## Where the lowest empty states sit in a thin Ti(110) slab

Anyone who uses a five-plane titanium slab to study a contact or an adsorbed layer has to decide which face to work on, and whether the middle of the slab may stand for bulk metal. The states just above the Fermi level bear on both choices, because they are the first to take up electrons from outside. The table divides them among the atomic planes of a body-centred cubic slab cut along (110). Rows run from the bottom face to the top face, plane height is measured from the top atom, and plane share is the fraction of the states in the window that belongs to the plane.

Density functional theory with Ansatz 0.2.0 (PBEsol, plane waves, PAW, no spin polarisation) for a five-plane bcc Ti(110) slab, its two lowest planes held at bulk positions. The cutoff is 420 eV, the k mesh 27 × 27 × 1 and the Gaussian smearing 0.1 eV. Plane shares refer to states from 0 to 0.25 eV above the Fermi level, each counted as full.

| row | plane share | plane formula | plane height (Å) |
| --- | --- | --- | --- |
| 1 | 0.280 | Ti | -8.799 |
| 2 | 0.156 | Ti | -6.478 |
| 3 | 0.196 | Ti | -4.288 |
| 4 | 0.148 | Ti | -2.019 |
| 5 | 0.220 | Ti | 0.000 |

If the states were spread evenly, each plane would hold 0.2 of them. Instead the two outer planes hold more, and the planes next to them hold clearly less. The middle plane comes back to almost an equal share, so the profile has three maxima and not a simple fall from surface to interior. The two faces also differ, with 0.280 at the bottom and 0.220 at the top, although both are clean titanium.

Three things can account for this profile: the bonds lost at a surface, the confinement of electrons between two faces, and the different treatment of the two faces in the calculation. The first favours the outer planes, the second makes the profile alternate, and the third makes it lopsided.

### Lost bonds favour the outer planes

The d electrons of titanium move by hopping from atom to atom. The more neighbours an atom has, the wider the range of energies over which its d states spread. In this structure an atom inside the metal has eight nearest neighbours, while an atom in an outer (110) plane has six. Its states are therefore packed into a narrower band, and their density near the middle of that band goes up.

The same argument says that the outer planes should lose states far from the middle of the band, since a narrower band ends sooner. The calculation agrees with this. Between 2 and 1 eV below the Fermi level an outer plane holds on average only 0.955 times as much as an inner one. Over the whole range from −2 to 1.5 eV, with each part weighted by its number of states, the ratio is 1.26.

In the window of the table the ratio reaches 1.5. Narrowing does predict a stronger lead here than over the broad range, which takes in more of the lower part of the band, but the simple estimate further down gives only 1.155. Lost bonds also leave the three inner planes alike, since each keeps all eight neighbours, so they give no reason for the second planes to be poorer than the middle one. That feature calls for a further cause, such as one that links the planes to one another.

### Confinement can make the profile alternate

An electron that travels across the slab is reflected at both faces. As on a string with fixed ends, only certain standing waves fit, and each has its own pattern of strong and weak planes. With five planes, the third of the five waves is strong on planes 1, 3 and 5 and has nodes on planes 2 and 4. These are the planes where the table has its maxima and its minima.

If all five standing waves contributed equally, their patterns would add up to an even profile. A wide range of energies comes closer to such a mixture, whereas a narrow window may catch more of one wave than of the others. Electrons also move along the planes, which spreads each standing wave over a range of energies. The pattern in a window is therefore diluted, and the second planes are depleted but not empty.

This picture implies that the middle maximum should depend on the chosen energy, and it does. In the window of the table the middle plane lies 0.044 above the average of its two neighbours. In the window of equal width just below the Fermi level this excess shrinks to 0.001, and in the next window above it is 0.026. The middle plane is thus not favoured at all energies alike. Differences in the local surroundings of the planes could also act differently at different energies, however, so they are not ruled out. Nor are two faces strictly needed: reflection at a single face can leave a similar ripple that fades inwards, so the dip on the second planes need not vanish in a thicker slab.

The dependence on energy fits the standing wave but does not identify it. That would take the individual states, sorted by their motion along the planes, and the shares are sums over many such states. The assignment therefore rests on the match between the pattern and the nodes, together with the general fact that a thin slab confines its electrons.

### A worked estimate

The two effects can be put into a short formula. In the simplest theory of a d band its width grows as the square root of the number of neighbours. As long as all bonds keep their bulk length, the density of states on an outer plane is then raised by

$$\sqrt{8/6}=1.155 .$$

This factor holds near the middle of the band. Titanium fills less than half of its d band, so the window lies below the middle and the factor is only a rough guide. Two outer planes at 1.155 and three inner planes at 1 add up to 5.31. Narrowing alone therefore gives $1.155/5.31=0.218$ for an outer plane and $1/5.31=0.188$ for an inner one.

The third standing wave has the weight $w_j=\tfrac13\sin^2(\pi j/2)$ on plane $j$, which is one third on the odd planes and zero on the even ones. An even profile has one fifth everywhere. The estimated share is then

$$s_j=s_j^{\text{bonds}}+a\left(w_j-\tfrac15\right),$$

where $s_j^{\text{bonds}}$ is the share from narrowing and $a$ says how strongly the wave stands out from an even mixture. A least-squares fit to all five rows gives $a=0.18$, with a standard error of 0.065.

For row 2 the wave has a node, so the estimate is $0.188-0.18\times0.2=0.152$. The computed share is 0.156. This row was part of the fit, so the agreement shows that the formula can describe the dip, not that it could have foretold it.

Over the five rows the root-mean-square miss is 0.021 in share, against 0.036 for narrowing alone and 0.048 for an even profile. The number $a$ should not be read as a property of titanium. If narrowing is left out, the fit raises $a$ to 0.24, because the wave then has to supply the whole excess on the outer planes.

The formula fails most clearly on row 1, where it gives 0.242 in place of 0.280. This failure is built in, because the formula treats both faces alike. The computed faces differ by 0.060, so a symmetric model must miss them by at least 0.030 on average, whatever the value of $a$. The largest error thus points to the third cause.

### Relaxation makes the faces differ

A five-plane slab cut from the perfect crystal looks the same from above and from below. Rows 1 and 5 would then have equal shares, and so would rows 2 and 4. In this calculation the two lowest planes were held at their bulk positions while the upper three were free to move. The difference between the faces therefore comes from this one-sided relaxation and not from two kinds of titanium surface.

The top plane moved inwards until its distance to the next plane was 13% shorter than the bulk spacing kept at the bottom. The bonds between these two planes shrank from 2.84 to 2.60 Å. Hopping between d orbitals grows steeply as atoms approach, by the usual estimate as the inverse fifth power of the distance. What sets the band width is the square of the hopping, summed over the neighbours. In this sum the two shortened bonds of a top atom weigh as much as almost five bonds of bulk length, so they can make up for the two missing neighbours in full. The states of the top plane are then expected to spread out and shift in energy, so that fewer of them fall into this particular window. Narrowing thus helps to explain the lead of the bottom plane, but hardly that of the top plane, which more likely rests on the standing wave or on states bound to the surface.

The short bonds also belong to plane 4, which has kept all eight neighbours. Its band should therefore be the widest of all. This fits its place as the poorest plane in the table and as the richest between 2 and 1 eV below the Fermi level.

The other windows show that this is mainly a matter of energy. Just below the Fermi level the bottom plane leads by only 0.009, and between 0.5 and 1 eV above it the top plane leads by 0.031. The top face has thus not simply lost its share of the electronic states. Relaxation has moved them, and a narrow window reports the move as a gain or a loss according to where it is placed.

The bottom face is also the less natural of the two. The calculated forces pull its two lowest planes together with about 0.65 eV/Å, so they would approach each other if they were released. Its share of 0.280 belongs to a surface that has been kept from relaxing. The lattice constant, moreover, was taken over with the crystal structure and not optimised with PBEsol. If it is too large for this functional, part of the contraction at the top comes from that mismatch and not from the surface itself.

### What may be a surface state

Just below the Fermi level the alternation has almost vanished, yet the outer planes still hold 0.258 and 0.249 of the states. This is more than the 0.218 that narrowing gives, and the third standing wave alone would bring back the middle maximum. The second and fourth waves have a node on the middle plane, so a mixture of them with the third can favour the outer planes and leave the inner ones level. Another possibility is that some states cling to the surfaces and fade towards the interior, and such states may lie in the window of the table as well. The outer planes hold about as much on average in both windows, so part of the excess that the fit gives to the standing wave may belong to such states instead. This remains a guess, because in so thin a slab a state bound to one face overlaps with its partner on the other and is hard to tell from a standing wave that happens to be strong at both ends.

### Consequences for the use of the slab

An adsorbed layer or a contact is better placed on the top face. The window holds 3.01 states per cell, so the relaxed top plane offers $3.01\times0.220=0.66$ of a state and the held bottom plane $3.01\times0.280=0.84$. Work on the bottom face would start with about a quarter more empty states within reach, and this surplus comes from the frozen spacing.

The share of 0.196 on the middle plane looks like an even distribution, but it does not show that this plane behaves like bulk metal. In the window just below the Fermi level the same plane holds only 0.165. In the model its near-equal share is a balance between the pull of the surfaces, which lowers it, and a standing wave, which raises it. A plane that represented the bulk would keep its number of states in the window when the slab was made thicker, while its share would fall because there are more planes. That number is the one to test before the middle is used as a reference.

For a neighbouring energy window, the outer planes may again be expected to lead near the middle of the d band and to lose their lead towards its lower end. The inner profile is less predictable and can change within a quarter of an electronvolt, as the window just below the Fermi level shows. This also limits the comparison with experiment. Kohn-Sham levels are not exact energies for adding an electron, and an error of a few tenths of an electronvolt would replace this profile by that of the next window.

Two further conditions apply to the surface itself. Body-centred cubic titanium is the high-temperature phase, whereas the calculation describes atoms at rest, so thermal motion would blur the fine structure of the profile. At rest this lattice is expected to be unstable against sideways shifts of its planes, and the symmetry of the cell keeps the calculation from showing them. The calculation also imposed zero spin. A high density of states at the Fermi level favours magnetism, and if a moment did form on the outer planes, it would split their states and change the shares where they are now largest.
